**Question**

The table shows five enols, CH₂=C(OH)–group, in which only the group changes. The marked atom is the carbon that carries both the group and the OH.

Gas-phase enols *C(=C)O (SMILES, with the group at *; the marked atom is the C that carries it), computed with Ansatz 0.2.0: geometries at PBE0-D4/def2-TZVP, Mulliken charges at wB97M-V/def2-TZVPP, def2 core potential on Sn. The mean angle is taken between the bond to the group and the marked atom's other bonds. Electronegativities are Pauling's.

```csv
group *,formula,binding atom,its electronegativity,point group,bond to the group (Å),mean of the other bonds (Å),mean angle (°),charge of the marked atom (e),charge of the group's first atom (e)
*[SiH2]O,C2H6O2Si,Si,1.9000,C1,1.876,1.348,117.9,0.04,0.47
*[SiH2]C=O,C3H6O2Si,Si,1.9000,C1,1.875,1.347,117.8,0.04,0.29
*[SnH2][AlH2],C2H7AlOSn,Sn,1.9600,C1,2.240,1.354,118.9,0.01,0.20
*B,C2H5BO,B,2.0400,Cs,1.534,1.355,120.7,0.16,-0.22
*B(O)O,C2H5BO3,B,2.0400,Cs,1.571,1.350,118.0,0.12,0.32
```

(a) What sets the order of the bonds to the group: the electronegativity of the binding atom or its size? Support the answer with an estimate for one silicon row.

(b) BH₂ and B(OH)₂ both bind through boron. Why do their bonds differ?

(c) The BH₂ and tin rows have almost the same mean of the other bonds. Measured separately, from rounded coordinates, the C=C and C–O bonds are 1.345 and 1.363 Å long with BH₂ and 1.376 and 1.328 Å in the tin row. For comparison, they are 1.331 and 1.365 Å with SiH₂OH, and 1.332 and 1.360 Å with SiH₂CHO. In the tin row the aluminium atom lies 2.24 Å from the CH₂ carbon and 2.51 Å from the marked atom. Have the BH₂ and tin enols responded in the same way? If not, what could explain the difference?

(d) Bent's rule says that carbon turns more p character towards a more electronegative partner, which narrows the angles beside that bond. The table's mean angle is taken over the two angles between the bond to the group and the marked carbon's other bonds. Does it test this rule here?

**Model answer**

(a) Size sets the order. Tin is slightly more electronegative than silicon, yet its bond to carbon is 0.36 Å longer. The bonding electrons are largely kept out of an atom's filled inner shells, which have no room for more. Boron bonds with its second shell, silicon with its third and tin with its fifth, and each of these reaches further out than the one before. The bond to carbon therefore settles at a greater distance each time.

The simplest model gives each atom a fixed covalent radius $r$ and adds the two, $d = r_{\mathrm{C}} + r_{\mathrm{X}}$, where $d$ is the bond length and X the binding atom. With rough recalled radii of 0.73 Å for the carbon and 1.1 Å for silicon, $d = 0.73 + 1.1 = 1.83$ Å. The calculation gives 1.88 Å for both silicon groups, so the estimate is about 2 to 3 % below the computed length. No radius was adjusted to these molecules, and the same sum puts all three elements in the right order.

Electronegativity seems to do better along a row of the periodic table. From carbon to nitrogen to oxygen, single bonds to carbon shorten while electronegativity rises, but the atoms also shrink, so the two explanations coincide. Silicon and tin separate them.

(b) The model gives boron a single radius, so it predicts the same bond length for both boron groups. The calculation makes the bond to BH₂ 0.037 Å shorter. The difference must therefore come from something the radius leaves out, and the main candidate is boron's empty p orbital. In BH₂ this orbital is free to accept electrons from the C=C bond; in B(OH)₂ the lone pairs of the two oxygens already donate into it.

The allyl cation is the simpler system to think of: two π electrons spread over three p orbitals in a row. The bond that was double loses some π character, and the bond that was single gains some. In the cation the two ends are equal and so are the two bonds. Boron holds the shared electrons less strongly than carbon would, so only a trace of this levelling is expected here.

The calculation shows such a trace. The C=C bond is about 0.015 Å longer with BH₂ than with B(OH)₂, and the lowest empty orbital lies 1.9 eV lower at wB97M-V, as suits a boron orbital that is still open. These signs agree with π donation but don't measure its share of the shorter C–B bond. The σ bonds at boron change as well, and the enol OH points a different way in the two molecules.

(c) No. With BH₂, the C=C bond is slightly stretched and the C–O bond is much as in the silicon rows. In the tin row, C=C is 0.04 Å longer than in the silicon rows and C–O is 0.03 Å shorter. The mean adds these opposite changes and hides both.

The geometry shows why the tin row stands apart: its group bends back on the enol. The aluminium atom lies 2.24 Å from the CH₂ carbon but 2.51 Å from the marked atom. This is familiar enol chemistry, in which an electron-poor partner is attacked through the CH₂ end. As π electrons move towards the CH₂ end and aluminium, the marked atom should be left short of electrons and draw on the enol oxygen, which would shorten C–O. The bond lengths fit this picture. So do two other Mulliken charges from the same runs: compared with the silicon rows, the CH₂ carbon is about 0.17 e more negative and the enol oxygen about 0.10 e less negative. The marked atom itself, at only 0.01 e, shows no shortage, perhaps because the oxygen and the tin atom make it good.

The tin row is also where the radius model does worst, with an estimate 0.11 Å below the computed bond. Strain in the ring closed by aluminium may have lengthened the C–Sn bond. An open form of the same molecule would test this; part of the gap may simply come from the rough radius of tin. Even if strain caused all of it, the C–Sn bond would still be much longer than the C–Si bonds, so the answer to (a) stands.

(d) It does not. The three angles around a planar carbon add up to 360°, so the mean angle is half of what the C=C–O angle leaves over. For BH₂ that angle is 118.8°, and $(360 - 118.8)/2 = 120.6$°, the tabulated value to within the rounding of the coordinates. In the four rows with a planar marked carbon, the column therefore says the same as the C=C–O angle. Bent's rule would act on that angle, but so would anything else that opens or closes it, and the column can't tell these causes apart. The tin row is the exception: its three angles add up to only 354.4°, so its marked carbon is slightly pyramidal and its mean angle is smaller than half of what the C=C–O angle leaves over.

The direction of the enol OH is a likely cause of the wide mean angle in the BH₂ row. In both silicon rows and in B(OH)₂ its hydrogen points towards the CH₂ group, and the mean angles agree within 0.2° although the binding element changes. In BH₂ the hydrogen points the other way, and the mean angle is 2.7° wider than in B(OH)₂. A hydrogen that points towards the CH₂ group comes close to one of the hydrogens there, and crowding between the two may open the C=C–O angle and so narrow the mean angle. Each molecule was computed in one conformer only, so turning the OH within a single molecule would be the direct test.

**Remarks on the reasoning**

The answer to (a) rests on a pair of elements for which the two explanations disagree. Boron and silicon alone would not have decided the matter, because boron is both the smaller and the more electronegative atom. The sum of radii, applied unchanged to all five rows, is set beside the computed bonds in the printed output below.

Part (b) does the reverse: it holds the element fixed and changes its neighbours. The charges show how much that matters. The boron atom carries −0.22 e in BH₂ and +0.32 e in B(OH)₂, although the electronegativity listed for it is the same. Mulliken charges depend on the basis set, so the sign should not be read as the true polarity of the C–B bond, but the contrast shows that an element's electronegativity does not fix the charge of its atom.

Parts (c) and (d) turn on what an average contains. Equal means can hide opposite changes, and a mean angle can change for reasons other than the electronegativity of the group.

Printed output of the fit:

```
Bond to the group against the sum of rough radii (angstrom):
            row  computed  estimate  excess
       *[SiH2]O     1.876      1.83   0.046
     *[SiH2]C=O     1.875      1.83   0.045
  *[SnH2][AlH2]      2.24      2.13    0.11
             *B     1.534      1.57  -0.036
         *B(O)O     1.571      1.57   0.001
Parts hidden in the means (angstrom and degrees):
            row  CC double bond  CO bond  CCO angle  sum of three angles  OH syn
       *[SiH2]O           1.331    1.365        124                359.8       1
     *[SiH2]C=O           1.332     1.36      124.4                  360       1
  *[SnH2][AlH2]           1.376    1.328      116.6                354.4       0
             *B           1.345    1.363      118.8                360.2       0
         *B(O)O           1.329    1.372      123.7                359.7       1
Mean C-Si less mean C-B bond (angstrom): 0.323
C-Sn less mean C-Si bond (angstrom): 0.3645
C-B bond, BH2 less B(OH)2 (angstrom): -0.037
CC double bond, BH2 less B(OH)2 (angstrom): 0.01544
LUMO, BH2 less B(OH)2, wB97M-V (eV): -1.942
Mulliken charge of the whole BH2 group (e): -0.09112
Mulliken charge of the whole B(OH)2 group (e): 0.09138
Charge of the boron atom, BH2 less B(OH)2 (e): -0.54
Charge of the marked atom, mean of B rows less mean of Si rows (e): 0.1
Span of the mean angle over the three rows with syn OH (degrees): 0.2
Mean angle, BH2 less B(OH)2 (degrees): 2.7
CCO angle, BH2 less B(OH)2 (degrees): -4.91
Tin row, Al to terminal CH2 carbon (angstrom): 2.243
Tin row, Al to marked carbon (angstrom): 2.511
Tin row, CC double bond less mean of Si rows (angstrom): 0.04439
Tin row, CO bond less mean of Si rows (angstrom): -0.03461
B(OH)2 row, boronic OH hydrogen to enol O (angstrom): 2.258
```
